An optical model of strained aluminium nitride often carries the band gap along with a single coefficient, so many electronvolts per unit of strain, and someone has to decide how far that coefficient may be trusted. Near the unstrained crystal it serves well. Under strong compression it fails, and what should take its place depends on why it fails.

Wurtzite AlN computed with Ansatz 0.2.0 using the HSE06 hybrid functional, PAW potentials, a 420 eV plane-wave cutoff and a 6×6×4 k mesh, without spin polarisation. The r2SCAN cell is strained equally in all directions, with atomic positions relaxed in r2SCAN. Gaps are the least found over the mesh, the named k points and the paths between them.

```
volume (Å³/atom)     c/a  shortest distance (Å)  band gap (eV)  least direct gap (eV)
           8.920  1.6025                  1.792          6.453                  7.129
           9.204  1.6025                  1.811          6.434                  6.807
           9.495  1.6025                  1.831          6.413                  6.493
           9.792  1.6025                  1.850          6.186                  6.186
           9.942  1.6025                  1.859          6.037                  6.037
          10.094  1.6025                  1.869          5.889                  5.889
          10.403  1.6025                  1.888          5.599                  5.599
          10.719  1.6025                  1.907          5.317                  5.317
          11.040  1.6026                  1.926          5.042                  5.042
          11.368  1.6025                  1.946          4.774                  4.774
          11.702  1.6025                  1.965          4.514                  4.514
          11.858  1.6025                  1.974          4.397                  4.397
```

The unstrained crystal is the row at 10.403 Å³ per atom, with a gap of 5.599 eV. Squeezing it to 9.495 Å³ per atom widens the gap by about 0.8 eV. Squeezing it further, to 8.920 Å³ per atom, adds only 0.04 eV, although this second step removes about two thirds as much volume as the first. Something has almost stopped the widening.

The tempting explanation is saturation. Bonds that are already short, so the argument runs, have little left to give, and the gap responds ever more feebly to pressure. The least direct gap puts this to the test. It is the least energy at which a photon can lift an electron into an empty state without help from a lattice vibration, and in the larger cells it is the same quantity as the gap. If the bonds were tiring, it ought to tire as well. It does the opposite: between the same two compressed cells it climbs from 6.493 to 7.129 eV. Per unit of logarithmic volume its response even strengthens as the crystal shrinks, from 8.8 eV at the expanded end of the series to 10.3 eV at the compressed end.

The manner of the change speaks against saturation too. A tiring response would fade over many rows, whereas the slope of the gap falls from nearly 10 eV to below 1 eV within two steps of the series. A smooth quadratic curve laid through all the gaps cannot follow so sharp a bend. Such a kink is what appears when the lower of two crossing lines is plotted and the identity of the lower line changes.

The crossing might lie among the filled levels or among the empty ones. A change at the top of the valence band is a reasonable suspicion, since in wurtzite crystals a single level and a pair of levels compete for that place. But the gap and the least direct gap are both measured from the same valence top, at the zone centre Γ. A change of order there would bend both curves, and the direct gap runs on without a bend. The levels agree with this: at 9.495 Å³ per atom the single level still lies 0.27 eV above the pair.

That leaves the empty levels, and here the reversal can be seen directly. At Γ the electron wave has the same phase in every unit cell; at K, a corner of the hexagonal zone, its phase advances by a third of a turn from one cell to the next within the plane. In the unstrained crystal the lowest empty level at K lies 0.74 eV above the one at Γ. In the smallest cell it lies below it by $7.129-6.453=0.676$ eV. The gap has changed its destination, from Γ to K, while the old destination has kept on rising.

Why the two destinations respond so differently is a matter of bonding, and here the argument is theoretical, since the levels were not resolved into orbitals. The lowest empty state at Γ in such a crystal is largely built from s orbitals of aluminium and nitrogen, combined with opposite sign across each bond. An s orbital looks the same in all directions, so at Γ all four nitrogen neighbours of an aluminium atom act on it in the same antibonding sense. Shortening the bonds strengthens all four contributions together, and the level is driven up steeply.

At K the phases spoil this cooperation. Three of the four neighbours sit symmetrically around the axis of the crystal, and their s orbitals now carry phases a third of a turn apart, which add to zero at the aluminium atom. Symmetry goes further. At K the s orbitals of the two aluminium atoms in the cell can enter only levels that come in pairs of equal energy, and the same holds for the two nitrogen atoms, whereas the computed lowest empty level at K is single. It therefore contains no s orbital centred on an atom and must be built from orbitals with direction, such as p orbitals lying in the plane. The strong s–s repulsion that lifts the Γ level does not act on it. That the remaining shift nearly matches the shift of the valence top, and leaves the gap to K almost constant, is a balance that this argument does not predict.

The familiar rule that couplings between neighbouring atoms grow as the inverse square of their distance is no substitute for this distinction. Applied to the whole gap of the unstrained crystal, it would give a response of 3.7 eV per unit of logarithmic volume. The gap to Γ responds more than twice as strongly, and the gap to K about four times more weakly. A gap is a difference between levels that contain both atomic energies and couplings, so it need not scale as any one coupling does.

A simple model follows from treating each destination separately. For a small relative change of volume, $dV/V$, each gap shifts in proportion, $dE=a\,dV/V$. With a constant $a$, called a deformation potential, this integrates to a straight line in $\ln(V/V_0)$, where $V$ is the volume per atom and $V_0$ its unstrained value:

$$E_\Gamma=5.608-9.347\,\ln(V/V_0),\qquad E_K=6.343-0.913\,\ln(V/V_0)$$

in eV. The band gap is whichever is lower. The Γ line was fitted only to the rows with a direct gap; the K line was drawn through the unstrained cell and one expanded cell, in both of which K is not yet the lowest empty level.

The smallest cell is thus a real test, because it helped to set neither line. There $\ln(8.920/10.403)=-0.1538$. The line to K gives $6.343+0.913\times0.1538=6.48$ eV, and the line to Γ gives $5.608+9.347\times0.1538=7.05$ eV. The lower value is the prediction, and it comes within 0.03 eV of the computed gap.

The model is weaker for the direct gap of that cell, which it puts 0.08 eV too low. The straight line assumes a constant response, while the computed response to compression grows steadily. The analysis printed below compares the model with the smooth curve that stands for saturation. Its success supports two separate destinations, though the orbital reason for their different slopes rests on the bonding argument above.

The same reasoning gives a way to judge a related semiconductor. What counts is the head start of the Γ level over its competitor, divided by the difference between their slopes. Here this is $0.74/(9.35-0.91)=0.088$ in logarithmic volume, or a loss of about 8 % of the volume, close to the crossing at 9.57 Å³ per atom found by interpolation. A crystal whose competing level lies closer in energy above the Γ level, with similar slopes, would change over sooner.

The crossing should not be taken as a precise property of real aluminium nitride. The hybrid functional gives a gap below the measured one, which is roughly 6 eV, and an error that differs between Γ and K would move the crossing. The mean pressure there is about 20 GPa, in the range where the real crystal tends to turn into the rocksalt structure. The cells were also shrunk equally in all directions, which leaves the stress along the axis different from that in the plane, so this is not quite the path of a crystal in a pressure cell.

For the optical model, the decision then depends on what the gap is meant to describe. Over a change of 1 % in the cell edges either way, the crystal stays direct and a single coefficient is adequate for this uniform strain. A thin film grown on a mismatched substrate is stretched or squeezed in its plane while its thickness responds the opposite way, so it needs coefficients of its own. Beyond the crossing, as long as the wurtzite structure survives there, two numbers are needed: the gap to K marks the weak onset of absorption, which requires a lattice vibration, whereas vertical transitions at Γ follow the direct gap and keep moving to higher energy.

Printed output of the fit:

```
fit of least_direct_gap on 9 rows (isdirect): constant 5.608 +/- 0.0037, coefficient of lnv -9.347 +/- 0.05; rms 0.00891, worst 11.858 -0.0127, leave-one-out rms 0.0119
  rows outside the fit (model, value, miss): 8.92 7.045, 7.129, -0.0835; 9.204 6.753, 6.807, -0.0545; 9.495 6.462, 6.493, -0.0314
fit of band_gap on 12 rows: constant 5.658 +/- 0.036, coefficient of lnv -8.196 +/- 0.27, coefficient of lnv2 -15.15 +/- 3.3; rms 0.0717, worst 9.495 -0.133, leave-one-out rms 0.114
Slopes per unit of ln V and the two-valley model (eV):
     row  gap slope  direct slope  K line  model less gap
    8.92        n/a           n/a   6.483         0.03005
   9.204    -0.6062        -10.27   6.454         0.02043
   9.495    -0.6747        -10.09   6.426         0.01302
   9.792      -7.37        -9.967   6.398         -0.0123
   9.942     -9.801        -9.801   6.384       -0.005394
  10.094     -9.754        -9.754    6.37       0.0007849
  10.403     -9.618        -9.618   6.343        0.008945
  10.719     -9.424        -9.424   6.315         0.01125
   11.04      -9.32         -9.32   6.288         0.01045
  11.368     -9.154        -9.154   6.262        0.004791
  11.702     -8.979        -8.979   6.235       -0.005873
  11.858     -8.835        -8.835   6.223        -0.01265
Slope of the gap from Gamma to K with ln V (eV): -0.9129
Rms miss of the two-valley model, all rows (eV): 0.01355
Volume where the two valleys cross (A^3/atom): 9.566
Pressure at the crossing (GPa): 20.16
Rise of the direct gap from the unstrained to the smallest cell (eV): 1.53
Rise of the gap from Gamma to K over the same rows (eV): 0.1104
Conduction level at Gamma less that at K, unstrained cell (eV): -0.7436
Conduction level at Gamma less that at K, row 11.368 (eV): -1.488
Valence singlet above doublet at Gamma, row 9.495 (eV): 0.2709
Valence singlet above doublet at Gamma, row 11.368 (eV): 0.1939
Slope of the direct gap with ln V if it went as 1/d^2, unstrained cell (eV): -3.733
```
